## Spin–orbit quenching of p bonds in heavy dimers

A $\sigma$ or $\pi$ bond needs p orbitals with a fixed orientation relative to the internuclear axis. The spin–orbit interaction prefers the atomic spinors $p_{1/2}$ and $p_{3/2}$, which mix those orientations. The two demands compete in heavy p-block dimers, and the outcome is a weaker bond. The argument goes back to K. S. Pitzer. It is derived here in a Hückel model that can be solved in closed form and is then applied to Bi$_2$.

### Premises and conventions

1. The basis is one valence p shell on each of two identical atoms, A at $z=-R/2$ and B at $z=+R/2$. Both shells are referred to the same axes. Orbitals on different atoms are taken as orthogonal, and the spin-free atomic p level is the zero of energy.
2. The complex orbitals carry Condon–Shortley phases, $p_0=p_z$ and $p_{\pm1}=\mp(p_x\pm ip_y)/\sqrt2$. Angular momenta are in units of $\hbar$, so that $l_\pm p_0=\sqrt2\,p_{\pm1}$.
3. The spin–orbit operator is one-centre, $\zeta\,\mathbf l\cdot\mathbf s$ on each atom with $\zeta>0$, and $p_{1/2}$ and $p_{3/2}$ share one radial function.
4. The resonance integrals are spin-free. Axial symmetry makes them diagonal in $m$: $\langle p_m^A|h|p_{m'}^B\rangle=t_{|m|}\delta_{mm'}$.

The signs of $t_0$ and $t_1$ carry the whole effect. A resonance integral has the sign opposite to that of the overlap it accompanies. Parallel $p_x$ orbitals overlap positively. With a common $z$ axis the positive lobe of $p_z^A$ faces the negative lobe of $p_z^B$, so at bonding distances that overlap is negative. Hence

$$t_0=+b_\sigma,\qquad t_1=-b_\pi,\qquad b_\sigma=|\beta_\sigma|>b_\pi=|\beta_\pi|>0. \tag{1}$$

The sum $\Delta=b_\sigma+b_\pi$ will appear throughout.

### The atomic spinors

Write $\mathbf l\cdot\mathbf s=l_zs_z+\tfrac12(l_+s_-+l_-s_+)$. It conserves $m_j=m+m_s$. For $m_j=3/2$ there is one function, $p_{+1}\alpha$, with eigenvalue $+\tfrac12$. For $m_j=1/2$ there are two, $p_0\alpha$ and $p_{+1}\beta$. Their diagonal elements $mm_s$ are $0$ and $-\tfrac12$, and $\tfrac12 l_+s_-\,p_0\alpha=p_{+1}\beta/\sqrt2$ couples them:

$$\mathbf l\cdot\mathbf s=\begin{pmatrix}0&1/\sqrt2\\ 1/\sqrt2&-1/2\end{pmatrix}. \tag{2}$$

The secular equation $\lambda^2+\lambda/2-1/2=0$ gives $\lambda=-1$ and $+\tfrac12$, the values of $\tfrac12[j(j+1)-2-\tfrac34]$ for $j=\tfrac12$ and $\tfrac32$. The eigenvectors are

$$|p_{1/2},\tfrac12\rangle=-\sqrt{\tfrac13}\,p_0\alpha+\sqrt{\tfrac23}\,p_{+1}\beta,\qquad |p_{3/2},\tfrac12\rangle=\sqrt{\tfrac23}\,p_0\alpha+\sqrt{\tfrac13}\,p_{+1}\beta,\qquad |p_{3/2},\tfrac32\rangle=p_{+1}\alpha. \tag{3}$$

The functions with negative $m_j$ are the time-reversal partners and have the same weights. So $p_{1/2}$ is $\tfrac13\sigma+\tfrac23\pi$, $p_{3/2}$ with $|m_j|=\tfrac12$ is $\tfrac23\sigma+\tfrac13\pi$, and $p_{3/2}$ with $|m_j|=\tfrac32$ is pure $\pi$. The levels lie at $-\zeta$ and $+\zeta/2$, a splitting of $3\zeta/2$.

Inverting (3) gives $p_0\alpha=-\sqrt{1/3}\,|p_{1/2}\rangle+\sqrt{2/3}\,|p_{3/2}\rangle$, with mean energy $\tfrac13(-\zeta)+\tfrac23(\zeta/2)=0$. An electron that starts in $p_{1/2}$ and is reshaped into a pure $p_\sigma$ orbital is therefore promoted by $\zeta$, which is $\tfrac23$ of the splitting.

### Symmetry blocks of the dimer

Inversion through the midpoint exchanges the nuclei, reverses the sign of a p function and leaves spin alone: $p_m^A\to-p_m^B$. The gerade and ungerade combinations are

$$g_m=(p_m^A-p_m^B)/\sqrt2,\qquad u_m=(p_m^A+p_m^B)/\sqrt2,$$

with spin-free energies $-t_{|m|}$ and $+t_{|m|}$. By (1), $\sigma_g$ lies at $-b_\sigma$ and $\pi_u$ at $-b_\pi$, both bonding, while $\pi_g$ at $+b_\pi$ and $\sigma_u$ at $+b_\sigma$ are antibonding. Within one parity, $\sigma$ and $\pi$ have opposite bonding character.

The spin–orbit operator acts identically on both atoms and has no two-centre elements. Between two combinations of the same parity its element is $\tfrac12(a+a)=a$, where $a$ is the atomic element. Between $g$ and $u$ it is $\tfrac12(a-a)=0$. Parity and $\omega=|m_j|$ are thus good labels, and each level is a Kramers doublet. The twelve spin orbitals give, for $\omega=\tfrac32$,

$$E_{3/2u}=-b_\pi+\zeta/2,\qquad E_{3/2g}=+b_\pi+\zeta/2, \tag{4}$$

and for $\omega=\tfrac12$, in the basis ($\sigma\alpha$, $\pi_{+1}\beta$),

$$H_g=\begin{pmatrix}-b_\sigma&\zeta/\sqrt2\\ \zeta/\sqrt2&b_\pi-\zeta/2\end{pmatrix},\qquad H_u=\begin{pmatrix}b_\sigma&\zeta/\sqrt2\\ \zeta/\sqrt2&-b_\pi-\zeta/2\end{pmatrix}. \tag{5}$$

Spin–orbit coupling can only mix a bonding orbital with an antibonding one: $\sigma_g$ with $\pi_g$, and $\pi_u$ with $\sigma_u$. A symmetric $2\times2$ matrix has eigenvalues equal to the mean of its diagonal $\pm\tfrac12\sqrt{\delta^2+4v^2}$, with $\delta$ the difference of the diagonal elements and $v$ the coupling. Here $\delta=\Delta\mp\zeta/2$ and $4v^2=2\zeta^2$, so

$$E_g^\pm=\tfrac12(b_\pi-b_\sigma-\tfrac{\zeta}{2})\pm\tfrac12Q_g,\qquad E_u^\pm=\tfrac12(b_\sigma-b_\pi-\tfrac{\zeta}{2})\pm\tfrac12Q_u, \tag{6}$$

$$Q_g=\sqrt{\Delta^2-\Delta\zeta+\tfrac94\zeta^2},\qquad Q_u=\sqrt{\Delta^2+\Delta\zeta+\tfrac94\zeta^2}. \tag{7}$$

### The bond between two $p_{1/2}$ spinors

Transform $H_g$ to the spinor basis (3). The spin–orbit part becomes $\mathrm{diag}(-\zeta,\zeta/2)$. The resonance part $\mathrm{diag}(-b_\sigma,b_\pi)$ gives $\tfrac13(-b_\sigma)+\tfrac23b_\pi$ for $p_{1/2}$, $\tfrac23(-b_\sigma)+\tfrac13b_\pi$ for $p_{3/2}$, and $\tfrac{\sqrt2}{3}b_\sigma+\tfrac{\sqrt2}{3}b_\pi$ between them:

$$H_g=\begin{pmatrix}-\zeta-\tfrac13(b_\sigma-2b_\pi)&\tfrac{\sqrt2}{3}\Delta\\ \tfrac{\sqrt2}{3}\Delta&\tfrac{\zeta}{2}-\tfrac13(2b_\sigma-b_\pi)\end{pmatrix}. \tag{8}$$

$H_u$ follows by reversing the signs of $b_\sigma$ and $b_\pi$. The first diagonal element is the central result. A pair of pure $p_{1/2}$ spinors lowers the $g$ level by only

$$\tfrac13\left(|\beta_\sigma|-2|\beta_\pi|\right) \tag{9}$$

and raises the $u$ level by the same amount. One third of a $\sigma$ bond is set against two thirds of a $\pi$ antibond. The interaction vanishes at $b_\sigma=2b_\pi$, and for $b_\sigma<2b_\pi$ the $u$ level is the lower one. The cancellation uses only the weights in (3) and the signs in (1), so the overlap of two $p_{1/2}$ spinors has the same form, of magnitude $\tfrac13\big|\,|S_\sigma|-2|S_\pi|\,\big|$.

Expression (9) is first order in the resonance integrals. The off-diagonal element of (8) acts across a gap of $3\zeta/2$ to leading order and adds $-(2\Delta^2/9)/(3\zeta/2)$:

$$E_{g}^-=-\zeta-\tfrac13(b_\sigma-2b_\pi)-\frac{4\Delta^2}{27\zeta}+\dots,\qquad E_{u}^-=-\zeta+\tfrac13(b_\sigma-2b_\pi)-\frac{4\Delta^2}{27\zeta}+\dots \tag{10}$$

The series is useful for $\Delta\ll\zeta$. Because (9) is a near cancellation and $\Delta$ is a sum, the second-order term can exceed the first-order one even where the series converges. From (8), the $p_{1/2}$ weight of the lower level is $\tfrac12[1+(\tfrac32\zeta\mp\tfrac13\Delta)/Q_{g,u}]$, with the upper sign for $g$.

In the opposite limit, $\zeta\ll\Delta$, (5) gives $E_g^-=-b_\sigma-\zeta^2/2\Delta+\dots$ For atoms with one p electron each, the separated atoms hold it at $-\zeta$, and the binding per electron is

$$-\zeta-E_g^-=b_\sigma-\zeta+\frac{\zeta^2}{2\Delta}+\dots \tag{11}$$

The full $\sigma$ bond is formed and the promotion $\zeta$ per electron is paid for it. Equation (6) interpolates between (10) and (11).

### Six electrons: the group 15 dimer

At $\zeta=0$ the configuration is $\sigma_g^2\pi_u^4$. It evolves into $(1/2_g^-)^2(1/2_u^-)^2(3/2_u)^2$. The lower root of a block lies below both diagonal elements, so $E_g^-\le-b_\sigma$ and $E_u^-\le-b_\pi-\zeta/2$, both below $E_{3/2u}$. The levels $E_{3/2g}$ and $E_u^+$ lie above $E_{3/2u}$, the second because by (8) with reversed signs it exceeds $\zeta/2+\tfrac13(2b_\sigma-b_\pi)$. The only competitor is $E_g^+$. Inserting $E_{3/2u}$ in the secular determinant gives

$$\det(H_g-E_{3/2u})=(b_\pi-b_\sigma-\tfrac{\zeta}{2})(2b_\pi-\zeta)-\tfrac{\zeta^2}{2}=-2b_\pi(b_\sigma-b_\pi)+\zeta(b_\sigma-2b_\pi).$$

While this is negative, $E_{3/2u}$ lies between the two $g$ roots and the filling holds. That is so for all $\zeta$ if $b_\sigma\le2b_\pi$, and otherwise for

$$\zeta<\zeta_c=\frac{2b_\pi(b_\sigma-b_\pi)}{b_\sigma-2b_\pi}. \tag{12}$$

In $E_g^-+E_u^-$ the resonance terms outside the roots cancel and leave $-\zeta/2$, which cancels against the $+\zeta/2$ in (4). The orbital energy sum is

$$E_6=-2b_\pi-Q_g-Q_u=-(2b_\sigma+4b_\pi)-W,\qquad W=Q_g+Q_u-2\Delta. \tag{13}$$

$W$ is the spin–orbit stabilisation of the molecule. Expanding (7) for small $\zeta$ gives $Q_{g,u}=\Delta\mp\zeta/2+\zeta^2/\Delta+\dots$, and for large $\zeta$ gives $Q_{g,u}=\tfrac32\zeta\mp\tfrac13\Delta+8\Delta^2/27\zeta+\dots$ Therefore

$$W=\frac{2\zeta^2}{\Delta}+\dots\quad(\zeta\ll\Delta),\qquad E_6=-3\zeta-2b_\pi-\frac{16\Delta^2}{27\zeta}+\dots\quad(\zeta\gg\Delta). \tag{14}$$

The closed shell has no first-order term. In the $jj$ limit $-3\zeta$ is the energy of two $p_{1/2}^2p_{3/2}^1$ atoms, each at $2(-\zeta)+\zeta/2$. The filled $p_{1/2}$ pairs are then nonbonding and one $\pi$ bond is left. For $\zeta>\zeta_c$ the last pair moves to $E_g^+$, which in the same limit is worth $\tfrac23(2b_\sigma-b_\pi)$ and is again a single bond. Read from the other side, a full triple bond costs two $jj$ atoms a promotion of $3\zeta$: four $p_{1/2}$ electrons pay $\zeta$ each and two $p_{3/2}$ electrons return $\zeta/2$ each.

Bond orders follow from the mixing angles. The lower $g$ level has $\sigma_g$ weight $\tfrac12(1+c_g)$ and the lower $u$ level has $\pi_u$ weight $\tfrac12(1+c_u)$, where

$$c_g=\frac{\Delta-\zeta/2}{Q_g},\qquad c_u=\frac{\Delta+\zeta/2}{Q_u}.$$

With the bond order defined as half the bonding minus half the antibonding population, $N_\sigma=\tfrac12(1+c_g)-\tfrac12(1-c_u)$ and $N_\pi=1+\tfrac12(1+c_u)-\tfrac12(1-c_g)$, so

$$N_\sigma=\tfrac12(c_g+c_u),\qquad N_\pi=1+N_\sigma,\qquad N=1+c_g+c_u. \tag{15}$$

These satisfy $\partial E_6/\partial b_\sigma=-2N_\sigma$ and $\partial E_6/\partial b_\pi=-2N_\pi$, as the Hellmann–Feynman theorem requires. $N$ falls from 3 at $\zeta=0$ to 1 as $c_g\to-\tfrac13$ and $c_u\to+\tfrac13$.

### The atomic reference: $p^3$ with electron repulsion

At fixed $R$ the change of the dissociation energy is

$$\delta D=D(\zeta)-D(0)=W-2w, \tag{16}$$

where $w$ is the spin–orbit lowering of the atomic ground state. Independent electrons give $w=3\zeta/2$. This overestimates $w$ for an open $p^3$ shell, because at $\zeta=0$ the ground term is $^4S$, which has no first-order spin–orbit energy and is held below the doublets by exchange. The splitting of the terms is comparable with $\zeta$ in bismuth and has to be kept.

Let $F_2=F^2/25$ be the reduced Slater–Condon parameter. The $p^2$ terms $^3P$, $^1D$, $^1S$ lie at $F^0-5F_2$, $F^0+F_2$, $F^0+10F_2$. All three are reproduced by $F^0+F_2[10-6S(S+1)-\tfrac32L(L+1)]$, which therefore represents the repulsion of any pair in the shell. For $n$ electrons $\sum_{i<j}(\mathbf s_i+\mathbf s_j)^2=\mathbf S^2+(n-2)\sum_i\mathbf s_i^2$, and likewise for $\mathbf l$, so the term energy is a constant minus $F_2[6S(S+1)+\tfrac32L(L+1)]$. For $p^3$ the bracket is $\tfrac{45}{2}$, $\tfrac{27}{2}$, $\tfrac{15}{2}$ for $^4S$, $^2D$, $^2P$. The doublets lie $9F_2$ and $15F_2$ above $^4S$.

The four determinants with $M_J=\tfrac32$ all contain $p_{+1}\alpha$. With $m^\pm$ for $p_m\alpha$ and $p_m\beta$ they are

$$\Phi_1=|1^+0^+(-1)^+|,\quad \Phi_2=|1^+0^+0^-|,\quad \Phi_3=|1^+1^-(-1)^+|,\quad \Phi_4=|1^+1^-0^-|.$$

The operator $\mathbf l\cdot\mathbf s$ exchanges $0^+\leftrightarrow1^-$ in the second position and $(-1)^+\leftrightarrow0^-$ in the third, each with element $1/\sqrt2$ and no reordering. The diagonal sums of $mm_s$ are $0,\tfrac12,-\tfrac12,0$. The pairs 1–2, 1–3, 2–4 and 3–4 are coupled by $\zeta/\sqrt2$. $\Phi_1$ has $M_S=\tfrac32$ and is $^4S$. $\Phi_4$ has $M_L=2$ and is $^2D$. Since $L_+\Phi_2=\sqrt2\,|1^+0^+1^-|=-L_+\Phi_3$, the sum $P=(\Phi_2+\Phi_3)/\sqrt2$ is annihilated by $L_+$ at $M_L=1$ and is $^2P$. The difference $D'=(\Phi_2-\Phi_3)/\sqrt2$ is $^2D$. The nonzero elements are $\langle\Phi_1|H|P\rangle=\zeta$, $\langle D'|H|P\rangle=\zeta/2$ and $\langle\Phi_4|H|P\rangle=\zeta$. $P$ has $J=\tfrac32$ and couples to $(D'+2\Phi_4)/\sqrt5$ with element $\tfrac{\sqrt5}{2}\zeta$. The orthogonal combination decouples and is $^2D_{5/2}$. In the order $^4S$, $^2D$, $^2P$ and with $^4S$ as zero,

$$H_{J=3/2}=\begin{pmatrix}0&0&\zeta\\0&9F_2&\tfrac{\sqrt5}{2}\zeta\\ \zeta&\tfrac{\sqrt5}{2}\zeta&15F_2\end{pmatrix}. \tag{17}$$

Setting the lowest root to $-w$ gives

$$w\left[(9F_2+w)(15F_2+w)-\tfrac54\zeta^2\right]=\zeta^2(9F_2+w). \tag{18}$$

For $F_2=0$, $w=3\zeta/2$ with eigenvector $\propto(1,\tfrac{\sqrt5}{2},-\tfrac32)$, the state $p_{1/2}^2p_{3/2}$. Its repulsion energy is $(\tfrac54\cdot9+\tfrac94\cdot15)F_2/\tfrac92=10F_2$, so $w\to\tfrac32\zeta-10F_2$ at large $\zeta$, and by the variation principle $w$ is never smaller than this. For small $\zeta$, $w=\zeta^2/15F_2$, and with (14)

$$\delta D\simeq2\zeta^2\left(\frac1\Delta-\frac1{15F_2}\right). \tag{19}$$

In this order the bond is weakened whenever $\Delta>15F_2$: bonding opens gaps wider than those of the atom and quenches the coupling more strongly.

### Range of validity

*Angular and radial parts.* The weights in (3) are exact for the large component of a central-field spinor. The common radial function is not: in sixth-row atoms $p_{1/2}$ is typically more compact than $p_{3/2}$ by ten per cent or somewhat more. The three elements of (8) then need their own $b_\sigma$ and $b_\pi$. The form (9) survives, with smaller integrals.

*Strong-coupling formula.* Expression (9) describes the level shift only if $\tfrac{\sqrt2}{3}\Delta\ll\tfrac32\zeta$ and $4\Delta^2/27\zeta\ll\tfrac13|b_\sigma-2b_\pi|$. Otherwise (6) must be used.

*Meaning of $\Delta$.* Spin–orbit coupling connects the closed shell to the triplet excitations $\sigma_g\to\pi_g$ and $\pi_u\to\sigma_u$. With electron repulsion, the denominators are the corresponding $^3\Pi_g$ excitation energies, and $\Delta$ has to be read as an effective value for them. This is sound when $W$ is close to its second-order value and the spin-free state is dominated by $\sigma_g^2\pi_u^4$. It fails for stretched bonds.

*Unequal gaps.* Overlap raises antibonding levels more than it lowers bonding ones, and the valence s shell pushes up both $\sigma_g$ and $\sigma_u$. The gaps $\Delta_g=\varepsilon_{\pi g}-\varepsilon_{\sigma g}$ and $\Delta_u=\varepsilon_{\sigma u}-\varepsilon_{\pi u}$ then differ. The steps to (13) go through unchanged and give $W=Q_g(\Delta_g)+Q_u(\Delta_u)-\Delta_g-\Delta_u\simeq\zeta^2(1/\Delta_g+1/\Delta_u)$. Opposite shifts of two equal gaps cancel to first order in this second-order form.

*Normalisation.* With overlap, the squared coupling in (5) is multiplied by $1/[(1+|S_\sigma|)(1-|S_\pi|)]$ for $g$ and $1/[(1-|S_\sigma|)(1+|S_\pi|)]$ for $u$.

*Total energies.* $E_6$ omits core and overlap repulsion and the exchange energy that the $^4S$ atoms give up. It is no dissociation energy. Only the difference (16) is meaningful.

### Numerical illustration: Bi$_2$

The inputs are approximate. For bismuth take $\zeta=1.25$ eV and $F_2=0.125$ eV as typical 6p values. Take $b_\sigma=2.4$ eV and $b_\pi=1.0$ eV as illustrative integrals near the equilibrium distance, with $b_\pi$ chosen to give a typical spin-free $\pi_u$–$\pi_g$ gap of 2 eV. Then $\Delta=3.4$ eV, $Q_g=3.290$ eV and $Q_u=4.396$ eV. Three decimals are kept only for bookkeeping.

| level | $1/2_g^-$ | $1/2_u^-$ | $3/2_u$ | $1/2_g^+$ | $3/2_g$ | $1/2_u^+$ |
|---|---|---|---|---|---|---|
| $E$ (eV) | $-2.658$ | $-1.811$ | $-0.375$ | $0.633$ | $1.625$ | $2.586$ |

Condition (12) holds with $\zeta_c=7.0$ eV. The gap between the highest filled and lowest empty level shrinks from $2b_\pi$ to 1.01 eV.

A pure $p_{1/2}$ pair would lower the $g$ level by 0.133 eV, against 2.4 eV for a $p_\sigma$ pair. The molecule is far from that limit. The coupling in (8) is 1.60 eV against an atomic splitting of 1.875 eV. The second-order term in (10) is 1.37 eV, and the level actually lies 1.41 eV below $p_{1/2}$. The lowest $g$ level has weight 0.61 on $p_{1/2}$ and 0.92 on $\sigma_g$, so most of the promotion is paid. The lowest $u$ level has weight 0.84 on $p_{1/2}$ and 0.96 on $\pi_u$. The bond orders are $N_\sigma=0.88$, $N_\pi=1.88$ and $N=2.76$.

The molecule gains $W=0.886$ eV, close to the second-order 0.919 eV. Equation (18) gives $w=0.878$ eV per atom. The second-order value is 0.833 eV and the $jj$ bound is 0.625 eV. The atomic ground state has weight 0.58 on $^4S$ and, in the other basis, 0.87 on $p_{1/2}^2p_{3/2}$. Hence

$$\delta D=W-2w=-0.87\ \text{eV},$$

where (19) gives $-0.75$ eV. Independent-electron atoms would give $W-3\zeta=-2.86$ eV. That figure and the spin-free orbital sum of 8.8 eV both lie above the typical binding energy of Bi$_2$, roughly 2 eV, the second by about a factor of four, which shows that neither can be used without the repulsion terms.

The neglected terms can be sized. Moving $\Delta$ to 2.9 or 3.9 eV gives $\delta D=-0.73$ or $-0.98$ eV. Moving $F_2$ to 0.14 or 0.11 eV gives $-0.71$ or $-1.05$ eV. An s–p coupling of about 2 eV across a typical 6s–6p interval of about 10 eV shifts the $\sigma$ levels up by 0.4 eV, and $\Delta_g=3.0$ eV with $\Delta_u=3.8$ eV changes $W$ only to 0.93 eV. Illustrative overlaps $|S_\sigma|=0.3$ and $|S_\pi|=0.2$ give normalisation factors 0.96 and 1.19, on average 1.08.

The lighter Sb$_2$, a source species in antimonide epitaxy, shows the steep dependence on $\zeta$. With approximate inputs $\zeta=0.42$ eV, $F_2=0.135$ eV and $\Delta=3.9$ eV the same equations give $W=0.090$ eV, $w=0.091$ eV, $\delta D=-0.09$ eV and $N=2.98$. For Bi$_2$ the model's result is a bond order near 2.8 and a weakening of about 0.9 eV, uncertain by about 0.2 eV through the inputs varied above. The bond stays close to triple, and the loss of strength arises because the separated atoms gain about twice as much from spin–orbit coupling as the molecule does.